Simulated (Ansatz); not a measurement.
# A series in volume scale on LaZn

All results are calculated (Ansatz 0.2.0). Periodic Kohn-Sham DFT of a crystal at fixed atoms, scaled to volume_scale times the given cell; pressure positive in compression, energy less spherical unpolarised free atoms, largest_vzz the field gradient of largest size among the nuclei.

The cell before it is scaled or strained (space group Pm-3m, No. 221):
```
CELL_PARAMETERS angstrom
3.75000 0.00000 0.00000
0.00000 3.75000 0.00000
0.00000 0.00000 3.75000
ATOMIC_POSITIONS crystal
La 0.50000 0.50000 0.50000
Zn 0.00000 0.00000 0.00000
```

Settings of every row: method all-electron PAW; functional LDA; relativity scalar; k mesh 9x9x9; filling fermi-dirac; smearing width 0.05 eV; nucleus gaussian.

Atom start moment: 0 on all atoms.

Limits: no spin-orbit coupling on heavy atoms.

```
row  volume scale  V (Å³/atom)  pressure (GPa)
  1          0.94       24.785               ?
  2          0.96       25.312           -2.21
  3          0.98        25.84          -3.166
  4          0.99       26.104          -3.607
  5             1       26.367          -4.025
  6          1.01       26.631          -4.422
  7          1.02       26.895          -4.797
  8          1.04       27.422          -5.489
  9          1.06       27.949          -6.109
```

Question: what pressure should row 1 give?

Worked fit of pressure. Take u = (V_r/V)^(2/3) − 1 with V_r = 26.499 Å³ an atom, which is twice the finite (Eulerian) strain; such expansions in the strain, on which the Birch-Murnaghan equation of state is built, carry the rest volume and the bulk modulus. The shown rows have u = 0.03102, 0.01693, 0.01006, 0.00333, -0.00331, -0.00984, -0.02257, -0.03489. Least squares give pressure = −4.2255 + 59.787 × u + 166.8 × u² GPa; a straight line predicts inner rows, each left out in turn, worse (root mean square 0.054 against 0.00075 GPa). The rows lie off it by 0.000, -0.001, 0.000, 0.000, 0.000, 0.001, 0.001, -0.001. The withheld row has u = 0.04559, so the fit gives −4.2255 + 59.787 × (0.04559) + 166.8 × (0.04559)² = -1.153 GPa.

The calculation gave -1.146 GPa. The fit lies 0.007 GPa (0.14 % of the column's range) below it; its largest miss of a shown row is 0.001 GPa. This row lies beyond the range of the fit.
